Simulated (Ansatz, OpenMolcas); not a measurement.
CH6GeSi (SMILES [CH2]1[SiH2][GeH2]1): the vertical ionisation energy, rung by rung

The species is CH6GeSi (9 atoms), meant as a singlet with charge 0. As SMILES, `[CH2]1[SiH2][GeH2]1`. The coordinates come from a PBE0-D4/def2-TZVP relaxation.

Each level gives the vertical ionisation energy (to the doublet cation) (eV). The values are calculated.

```
          level                    kind     program  value (eV)  less CCSD(T)/cc-pVDZ  CPU time (all runs)
   BLYP/cc-pVDZ                     GGA  OpenMolcas        8.37                 -0.13              2.3 min
  M06-L/cc-pVDZ                meta-GGA  OpenMolcas        8.52                 +0.02              2.9 min
   TPSS/cc-pVDZ                meta-GGA  OpenMolcas        8.55                 +0.05              3.3 min
r2SCAN0/cc-pVDZ         hybrid meta-GGA      Ansatz        8.60                 +0.10                 69 s
wB97M-V/cc-pVDZ  range-separated hybrid      Ansatz        8.61                 +0.11              3.8 min
  wB97X/cc-pVDZ  range-separated hybrid      Ansatz        8.62                 +0.12              1.9 min
 B2PLYP/cc-pVDZ           double hybrid      Ansatz        8.53                 +0.03                 38 s
RPA@PBE/cc-pVDZ                     RPA      Ansatz        8.62                 +0.12                 34 s
    MP2/cc-pVDZ     perturbation theory      Ansatz        8.49                 -0.01                 10 s
CCSD(T)/cc-pVDZ   coupled cluster or CI      Ansatz        8.50                  0.00                 83 s
```

CCSD(T)/cc-pVDZ is the highest level here, not the true value. All-electron rows without a relativistic Hamiltonian named are non-relativistic. The values span 8.37 to 8.62 eV. In the correlated wave-function rows the outer d shell of Ge is correlated, in sets not made for it. CPU times are rough (shared hosts, several kinds of processor and program).

The vertical ionisation energy depends only modestly on the method: MP2, at 8.49 eV, nearly coincides with CCSD(T) at 8.50 eV, while BLYP lies lowest and wB97X and RPA@PBE share the upper end at 8.62 eV. The electron probably leaves a σ orbital concentrated on the Si–Ge bond. Overlap between the diffuse valence orbitals of these two electropositive atoms is weaker than in their bonds to carbon, and bending in the strained ring should raise the bonding level further. Removing an electron from such an orbital would leave a σ-type radical cation, with no π system needed to account for the fairly low ionisation energy.

The close MP2 result suggests that correlation beyond second order has little net effect on this energy difference, though contributions may cancel. It does not establish equal accuracy for the neutral and cation separately. Loss of a bonding electron should weaken the Si–Ge link, so the adiabatic ionisation energy could be appreciably lower, and these vertical values do not show whether the ring survives relaxation.
